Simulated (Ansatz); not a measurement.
# SiO2: the change of energy above lowest point with volume scale

Free energy against uniform scaling of the volume at fixed shape and fractions; periodic cell, basis, potentials, k mesh and filling as listed. The results are calculated, by Ansatz 0.2.0.

The cell before it is scaled or strained (space group P4_2/mnm, No. 136):
```
cell vectors (Å)
   4.1773     0.0000     0.0000
   0.0000     4.1773     0.0000
   0.0000     0.0000     2.6652
atoms (fractions of the cell vectors)
Si  0.00000  0.00000  0.00000
Si  0.50000  0.50000  0.50000
O   0.30590  0.30590  0.00000
O   0.19410  0.80590  0.50000
O   0.69410  0.69410  0.00000
O   0.80590  0.19410  0.50000
```

Settings of every row: functional PBE; dispersion none; potentials PAW; wave cutoff 500 eV; density cutoff 2000 eV; k mesh 6x6x8; k shift 0x0x0; occupations fermi dirac; smearing width 0.05 eV; spin none.

| row | volume scale | V (Å³/atom) | energy above lowest point (meV/atom) |
| --- | --- | --- | --- |
| 1 | 0.94 | 7.286 | 75.3 |
| 2 | 0.96 | 7.441 | 45.3 |
| 3 | 0.98 | 7.596 | ? |
| 4 | 1 | 7.751 | 9.2 |
| 5 | 1.02 | 7.906 | 1.6 |
| 6 | 1.04 | 8.061 | 0 |
| 7 | 1.06 | 8.216 | 3.9 |

Question: what energy above lowest point should row 3 give?

Worked fit of energy above lowest point. Take u = (V_r/V)^(2/3) − 1 with V_r = 7.8285 Å³ an atom, which is twice the finite (Eulerian) strain; such expansions in the strain, on which the Birch-Murnaghan equation of state is built, carry the rest volume and the bulk modulus. The shown rows have u = 0.04904, 0.03442, 0.00665, -0.00655, -0.01932, -0.0317. Least squares give energy above lowest point = 4.6 + 575.7 × u + 17536 × u² + 2441 × u³ meV/atom; a parabola predicts inner rows, each left out in turn, worse (root mean square 0.053 against 0.019 meV/atom). All shown rows lie on it to the printed digit. Its lowest point lies at u = -0.0165, or V = 8.026 Å³ an atom, and the curvature there gives the bulk modulus at fixed shape and fractions, B = (4/9)(1 + u)² E″(u)/V = 299 GPa. Letting shape and atoms relax would as a rule lower it, by much in layered, chain or molecular crystals. The withheld row has u = 0.0203, so the fit gives 4.6 + 575.7 × (0.0203) + 17536 × (0.0203)² + 2441 × (0.0203)³ = 23.5 meV/atom.

The calculation gave 23.6 meV/atom. The fit lies 0.1 meV/atom (0.13 % of the column's range) below it, one unit of the last digit.
